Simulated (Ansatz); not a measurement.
## LaPb3: the change of energy above lowest point and pressure with volume scale

Results calculated with Ansatz 0.2.0, not measured. Free energy against uniform scaling of the volume at fixed shape and fractions; periodic cell, basis, potentials, k mesh and filling as listed.

The cell before it is scaled or strained (space group Pm-3m, No. 221):
```
cell vectors (Å)
   4.8930     0.0000     0.0000
   0.0000     4.8930     0.0000
   0.0000     0.0000     4.8930
atoms (fractions of the cell vectors)
La  0.00000  0.00000  0.00000
Pb  0.00000  0.50000  0.50000
Pb  0.50000  0.00000  0.50000
Pb  0.50000  0.50000  0.00000
```

Settings of every row: functional LDA; dispersion none; potentials PAW; wave cutoff 470 eV; density cutoff 1880 eV; k mesh 5x5x5; k shift 0x0x0; occupations gaussian; smearing width 0.1 eV; spin none.

Limits: coarse k mesh, up to 40 meV an atom off; no spin-orbit coupling, which can matter with elements this heavy.

| row | volume scale | V (Å³/atom) | energy above lowest point (meV/atom) | pressure (GPa) |
| --- | --- | --- | --- | --- |
| 1 | 0.9 | 26.358 | 26.2 | 4.9 |
| 2 | 0.925 | 27.09 | 8.8 | 2.76 |
| 3 | 0.95 | 27.822 | 0.5 | 0.92 |
| 4 | 0.975 | 28.554 | 0 | -0.68 |
| 5 | 1 | 29.286 | 6.3 | -2.05 |
| 6 | 1.025 | 30.019 | ? | ? |
| 7 | 1.05 | 30.751 | 35.7 | -4.27 |
| 8 | 1.075 | 31.483 | 57.3 | -5.16 |
| 9 | 1.1 | 32.215 | 82.7 | -5.93 |

Question: what energy above lowest point and pressure should row 6 give?

Worked fit of energy above lowest point. Take u = (V_r/V)^(2/3) − 1 with V_r = 28.92 Å³ an atom, which is twice the finite (Eulerian) strain; such expansions in the strain, on which the Birch-Murnaghan equation of state is built, carry the rest volume and the bulk modulus. The shown rows have u = 0.06379, 0.04454, 0.02614, 0.00853, -0.00835, -0.0401, -0.05504, -0.06941. Least squares give energy above lowest point = 2.37 − 375.1 × u + 11513 × u² + 3514 × u³ meV/atom; a parabola predicts inner rows, each left out in turn, worse (root mean square 0.24 against 0.011 meV/atom). All shown rows lie on it to the printed digit. Its lowest point lies at u = 0.0162, or V = 28.23 Å³ an atom, and the curvature there gives the bulk modulus at fixed shape and fractions, B = (4/9)(1 + u)² E″(u)/V = 60.9 GPa. The withheld row has u = -0.02456, so the fit gives 2.37 − 375.1 × (-0.02456) + 11513 × (-0.02456)² + 3514 × (-0.02456)³ = 18.5 meV/atom.

The calculation gave 18.5 meV/atom. The fit meets it to the printed digit.

Worked fit of pressure. Take u = (V_r/V)^(2/3) − 1 with V_r = 28.92 Å³ an atom, which is twice the finite (Eulerian) strain; such expansions in the strain, on which the Birch-Murnaghan equation of state is built, carry the rest volume and the bulk modulus. The shown rows have u = 0.06379, 0.04454, 0.02614, 0.00853, -0.00835, -0.0401, -0.05504, -0.06941. Least squares give pressure = −1.389 + 81.45 × u + 250.6 × u² + 284 × u³ GPa; a parabola predicts inner rows, each left out in turn, worse (root mean square 0.02 against 0.0037 GPa). All shown rows lie on it to the printed digit. The pressure vanishes at u = 0.0162, or V = 28.23 Å³ an atom, and there the bulk modulus at fixed shape and fractions is B = −V dP/dV = (2/3)(1 + u) dP/du = 60.8 GPa. The withheld row has u = -0.02456, so the fit gives −1.389 + 81.45 × (-0.02456) + 250.6 × (-0.02456)² + 284 × (-0.02456)³ = -3.24 GPa.

The calculation gave -3.24 GPa. The fit meets it to the printed digit.
